**Hand estimate of dipole polarisabilities of closed-shell +19 ions**

The table holds static dipole polarisabilities (coupled and uncoupled) and dipole shielding factors of eleven closed-shell ions of charge +19, from Sc19+ to Bi19+, computed in relativistic RPA with a B-spline basis. The program tests a sum of two terms: a screened hydrogenic polarisability falling as $Z_{\rm eff}^{-4}$, and a term for excitations within the same principal shell with gap $kZ_{\rm eff}$, where $k=1/6$ for $s\to p$ and $1/3$ for $p\to d$ and $d\to f$, rounded from fits to six rows. The output shows errors within 2.8 % of RPA for the three filled shells, within 18 % for the six fitted rows (26 % when each is left out in turn), and overestimates by factors of 2.15 and 2.35 for Tl19+ and Bi19+, which were not fitted. It also compares fits with a single $k$ to the coupled and uncoupled columns, and sets the rule's gaps and subshell parts against those of the same calculations, which reveals cancelling errors in Ag19+ and Tb19+. The dipole shielding factor equals $N/Z$ within 0.0014.

Computed with B-spline many-body code 1: static dipole response of closed-shell atomic ions of charge +19, from relativistic RPA (time-dependent Dirac-Hartree-Fock) with the no-pair Dirac-Coulomb Hamiltonian and a B-spline basis.

## Program and output

```python
# Table: static dipole polarisabilities (coupled, uncoupled) and dipole shielding of closed-shell +19 ions,
# B-spline many-body code, relativistic RPA. Tested: screened hydrogenic term (Zeff^-4) plus dn=0 term with gap k*Zeff.
T = {
    'ion': ['Sc19+', 'V19+', 'Cu19+', 'Ga19+', 'Rb19+', 'Ag19+', 'In19+', 'Cs19+', 'Tb19+', 'Tl19+', 'Bi19+'],
    'Z': [21, 23, 29, 31, 37, 47, 49, 55, 65, 81, 83],
    'N': [2, 4, 10, 12, 18, 28, 30, 36, 46, 62, 64],
    'configuration': ['1s2', '[He] 2s2', '[He] 2s2 2p6', '[Ne] 3s2', '[Ne] 3s2 3p6', '[Ar] 3d10', '[Ar] 3d10 4s2', '[Ar] 3d10 4s2 4p6', '[Kr] 4d10', '[Kr] 4d10 4f14 5s2', '[Kr] 4d10 4f14 5s2 (5p1/2)2'],
    'dipole_polarisability': [4.844e-05, 0.02545, 0.003318, 0.1519, 0.08062, 0.02709, 0.333, 0.2471, 0.1753, 0.3748, 0.3172],  # bohr³
    'dipole_polarisability_uncoupled': [4.722e-05, 0.01809, 0.003281, 0.1278, 0.08801, 0.02754, 0.3058, 0.2828, 0.2065, 0.394, 0.352],  # bohr³
    'dipole_shielding_factor': [0.0952, 0.174, 0.345, 0.387, 0.487, 0.596, 0.612, 0.655, 0.708, 0.764, 0.771],
    'dipole_polarisability_vs_dipole_polarisability_uncoupled': [1.026, 1.407, 1.012, 1.189, 0.916, 0.984, 1.089, 0.874, 0.849, 0.951, 0.901],
}
import re
import numpy as np
from scipy.optimize import minimize_scalar
from scipy.constants import alpha as fs
ion = T['ion']; Z = np.array(T['Z'], float); N = np.array(T['N'], float); ix = ion.index
a = np.array(T['dipole_polarisability']); u = np.array(T['dipole_polarisability_uncoupled'])
r = np.array(T['dipole_polarisability_vs_dipole_polarisability_uncoupled']); sh = np.array(T['dipole_shielding_factor'])
cores = [('[Kr]', '[Ar] 3d10 4s2 4p6'), ('[Ar]', '[Ne] 3s2 3p6'), ('[Ne]', '[He] 2s2 2p6'), ('[He]', '1s2'), ('(5p1/2)', '5p')]
def build(i):
    c = T['configuration'][i]
    for x, y in cores: c = c.replace(x, y)
    occ = {(int(n), 'spdf'.index(l)): int(o) for n, l, o in re.findall(r'(\d)([spdf])(\d+)', c)}
    cnt = {n: sum(o for (m, l), o in occ.items() if m == n) for n in range(0, 6)}
    assert sum(cnt.values()) == N[i]
    ze = {n: Z[i] - (0.30 if n == 1 else 0.35)*(cnt[n]-1) - 0.85*cnt[n-1] - sum(cnt[m] for m in range(n-1)) for n, l in occ}
    h = {(n, l): o*n**4*(4*n*n + 7*l*(l+1) + 14)/4 for (n, l), o in occ.items()}
    s = {(n, l): (2/3)*o*(1 - occ.get((n, l+1), 0)/(4*l+6))*(l+1)/(2*l+1)*2.25*n*n*(n*n-(l+1)**2) for (n, l), o in occ.items()}
    return ze, h, s
M = [build(i) for i in range(len(ion))]
B = np.array([sum(v/ze[n]**4 for (n, l), v in h.items()) for ze, h, s in M])
As = np.array([sum(v/ze[n]**3 for (n, l), v in s.items() if l == 0) for ze, h, s in M])
Ap = np.array([sum(v/ze[n]**3 for (n, l), v in s.items() if l > 0) for ze, h, s in M]); A = As + Ap
zo = np.array([ze[max(ze)] for ze, h, s in M]); ks, kp = 1/6, 1/3
D = As/ks + Ap/kp; est = B + D; err = 100*(est/a - 1)
print('ion    Zeff(outer)  dn>0 term  dn=0 term  estimate   RPA [bohr^3]  error %  dn=0 share %')
for i, x in enumerate(ion):
    print(f'{x:6s} {zo[i]:6.2f} {B[i]:11.4g} {D[i]:10.4g} {est[i]:10.4g} {a[i]:10.4g} {err[i]:+8.1f} {100*D[i]/est[i]:6.0f}')
print(f'rule: k = 1/6 (s-p), 1/3 (p-d, d-f); table rounding at most {np.max(50*10**(np.floor(np.log10(a))-3)/a):.3f} %')
S = [ix(x) for x in ('V19+', 'Ga19+', 'In19+')]; P = [ix(x) for x in ('Rb19+', 'Cs19+', 'Tb19+')]
F = [ix(x) for x in ('Sc19+', 'Cu19+', 'Ag19+')]; H = [ix('Tl19+'), ix('Bi19+')]; G = S + P
fit = lambda g, y: minimize_scalar(lambda k: np.sum(np.log((B[g] + A[g]/k)/y[g])**2), bounds=(0.03, 1), method='bounded').x
show = lambda g, v, f: ', '.join(f'{ion[i]} {x:{f}}' for i, x in zip(g, v))
print(f'worst |error| %: filled shells {max(abs(err[F])):.1f}, six fitted rows {max(abs(err[G])):.1f}; rms six {np.sqrt(np.mean(err[G]**2)):.1f}')
print('not fitted, estimate/RPA:', show(H, est[H]/a[H], '.2f'), '| Z*alpha:', show(H, Z[H]*fs, '.2f'))
print(f'fitted k: s-p {fit(S, a):.3f}, p-d and d-f {fit(P, a):.3f}')
loo = [100*((B[i] + A[i]/fit([j for j in g if j != i], a))/a[i] - 1) for g in (S, P) for i in g]
print('leave-one-out error %:', show(G, loo, '+.0f'))
for nm, y in (('coupled', a), ('uncoupled', u)):
    k = fit(G, y); ki = A[G]/(y[G] - B[G])
    print(f'one k, {nm}: k = {k:.3f}; error %:', show(G, 100*((B[G] + A[G]/k)/y[G] - 1), '+.0f'))
    print(f'  k implied per row:', show(G, ki, '.3f'), f'; max/min {ki.max()/ki.min():.2f}')
for x in ('Cu19+', 'Ga19+'):
    ze, h, s = M[ix(x)]; print('worked row', x)
    for n in sorted(ze):
        hn = sum(v for (m, l), v in h.items() if m == n); sn = sum(v for (m, l), v in s.items() if m == n)
        print(f'  n={n}: Zeff {ze[n]:.2f}, Zeff^4 {ze[n]**4:.4g}, hydrogenic sum {hn:.0f} -> {hn/ze[n]**4:.3g}; dn=0 numerator {sn:.0f}')
g = ix('Ga19+'); print(f'  Ga gap Zeff/6 = {zo[g]*ks:.2f} hartree, Zeff^2 = {zo[g]**2:.1f}, dn=0 term {D[g]:.4f} bohr^3')
# typed from further outputs of the same runs: Cauchy moment S(-4) and subshell parts of the dipole polarisability
S4 = {'Sc19+': 1.57698e-09, 'Cu19+': 1.74612e-06, 'Ag19+': 5.62675e-05, 'Tb19+': 0.00303543, 'Bi19+': 0.0174667}
for x, m4 in S4.items():
    i = ix(x); n = max(M[i][0]); w = np.sqrt(a[i]/m4)
    t = f'n to n+1 {zo[i]**2/2*(1/n**2-1/(n+1)**2):.1f}' if i in F else (f'd-f {zo[i]*kp:.1f}' if As[i] == 0 else f's-p {zo[i]*ks:.1f}, p-d {zo[i]*kp:.1f}')
    print(f'{x}: gap sqrt(alpha/S(-4)) {w:.1f} hartree, strength {a[i]*w*w:.1f} of {N[i]:.0f} electrons; rule gap {t}')
sub = {'Ag19+': (3, 0.00874312+0.0134031, 0.000741972+0.00116702+0.00291107), 'Tb19+': (4, 0.0638396+0.100362, 0.00125043+0.00183004+0.00608154)}
for x, (n, d, sp) in sub.items():
    i = ix(x); ze, h, s = M[i]
    print(f'{x} parts [bohr^3]: {n}d rule {h[n,2]/ze[n]**4 + D[i]:.4f} RPA {d:.4f} ({100*d/a[i]:.0f} %); {n}s+{n}p rule {(h[n,0]+h[n,1])/ze[n]**4:.4f} RPA {sp:.4f}')
print(f'hydrogenic 1s relativistic correction for Sc19+, -(28/27)(Z alpha)^2 = {-100*28/27*(Z[ix("Sc19+")]*fs)**2:.1f} %')
for x, y in (('V19+', 'Cu19+'), ('Ga19+', 'Cu19+'), ('In19+', 'Ag19+'), ('Tb19+', 'Ag19+'), ('Tl19+', 'In19+')):
    print(f'alpha ratio {x}/{y}: RPA {a[ix(x)]/a[ix(y)]:.2f}, rule {est[ix(x)]/est[ix(y)]:.2f}')
dv = sh - N/Z; j = int(np.argmax(abs(dv))); print(f'shielding minus N/Z, largest: {ion[j]} {dv[j]:+.4f}; largest/smallest alpha {a.max()/a.min():.0f}')
assert np.all(r[S] > 1) and np.all(r[P] < 1)
assert np.all(abs(dv) < 0.002)
assert np.all(B[G] < a[G]) and np.all(est[H] > a[H])
```

It prints:

```
ion    Zeff(outer)  dn>0 term  dn=0 term  estimate   RPA [bohr^3]  error %  dn=0 share %
Sc19+   20.70   4.902e-05          0  4.902e-05  4.844e-05     +1.2      0
V19+    20.95     0.00128    0.02349    0.02477    0.02545     -2.7     95
Cu19+   24.85    0.003412          0   0.003412   0.003318     +2.8      0
Ga19+   21.85     0.01139     0.1242     0.1356     0.1519    -10.7     92
Rb19+   25.75     0.02341    0.04744    0.07085    0.08062    -12.1     67
Ag19+   32.25     0.02667          0    0.02667    0.02709     -1.6      0
In19+   23.35     0.05457     0.3393     0.3939      0.333    +18.3     86
Cs19+   27.25      0.0932     0.1708      0.264     0.2471     +6.8     65
Tb19+   33.75     0.09867    0.07866     0.1773     0.1753     +1.2     44
Tl19+   25.45      0.1525     0.6552     0.8077     0.3748   +115.5     81
Bi19+   26.75      0.2045     0.5407     0.7452     0.3172   +134.9     73
rule: k = 1/6 (s-p), 1/3 (p-d, d-f); table rounding at most 0.033 %
worst |error| %: filled shells 2.8, six fitted rows 18.3; rms six 10.4
not fitted, estimate/RPA: Tl19+ 2.15, Bi19+ 2.35 | Z*alpha: Tl19+ 0.59, Bi19+ 0.61
fitted k: s-p 0.168, p-d and d-f 0.322
leave-one-out error %: V19+ -5, Ga19+ -16, In19+ +26, Rb19+ -17, Cs19+ +16, Tb19+ +3
one k, coupled: k = 0.212; error %: V19+ -22, Ga19+ -28, In19+ -4, Rb19+ +22, Cs19+ +46, Tb19+ +27
  k implied per row: V19+ 0.162, Ga19+ 0.147, In19+ 0.203, Rb19+ 0.276, Cs19+ 0.370, Tb19+ 0.342 ; max/min 2.51
one k, uncoupled: k = 0.229; error %: V19+ +2, Ga19+ -20, In19+ -1, Rb19+ +5, Cs19+ +21, Tb19+ +3
  k implied per row: V19+ 0.233, Ga19+ 0.178, In19+ 0.225, Rb19+ 0.245, Cs19+ 0.300, Tb19+ 0.243 ; max/min 1.69
worked row Cu19+
  n=1: Zeff 28.70, Zeff^4 6.785e+05, hydrogenic sum 9 -> 1.33e-05; dn=0 numerator 0
  n=2: Zeff 24.85, Zeff^4 3.813e+05, hydrogenic sum 1296 -> 0.0034; dn=0 numerator 0
worked row Ga19+
  n=1: Zeff 30.70, Zeff^4 8.883e+05, hydrogenic sum 9 -> 1.01e-05; dn=0 numerator 0
  n=2: Zeff 26.85, Zeff^4 5.197e+05, hydrogenic sum 1296 -> 0.00249; dn=0 numerator 0
  n=3: Zeff 21.85, Zeff^4 2.279e+05, hydrogenic sum 2025 -> 0.00888; dn=0 numerator 216
  Ga gap Zeff/6 = 3.64 hartree, Zeff^2 = 477.4, dn=0 term 0.1242 bohr^3
Sc19+: gap sqrt(alpha/S(-4)) 175.3 hartree, strength 1.5 of 2 electrons; rule gap n to n+1 160.7
Cu19+: gap sqrt(alpha/S(-4)) 43.6 hartree, strength 6.3 of 10 electrons; rule gap n to n+1 42.9
Ag19+: gap sqrt(alpha/S(-4)) 21.9 hartree, strength 13.0 of 28 electrons; rule gap n to n+1 25.3
Tb19+: gap sqrt(alpha/S(-4)) 7.6 hartree, strength 10.1 of 46 electrons; rule gap d-f 11.2
Bi19+: gap sqrt(alpha/S(-4)) 4.3 hartree, strength 5.8 of 64 electrons; rule gap s-p 4.5, p-d 8.9
Ag19+ parts [bohr^3]: 3d rule 0.0172 RPA 0.0221 (82 %); 3s+3p rule 0.0091 RPA 0.0048
Tb19+ parts [bohr^3]: 4d rule 0.1379 RPA 0.1642 (94 %); 4s+4p rule 0.0349 RPA 0.0092
hydrogenic 1s relativistic correction for Sc19+, -(28/27)(Z alpha)^2 = -2.4 %
alpha ratio V19+/Cu19+: RPA 7.67, rule 7.26
alpha ratio Ga19+/Cu19+: RPA 45.78, rule 39.75
alpha ratio In19+/Ag19+: RPA 12.29, rule 14.77
alpha ratio Tb19+/Ag19+: RPA 6.47, rule 6.65
alpha ratio Tl19+/In19+: RPA 1.13, rule 2.05
shielding minus N/Z, largest: Tl19+ -0.0014; largest/smallest alpha 7737
```
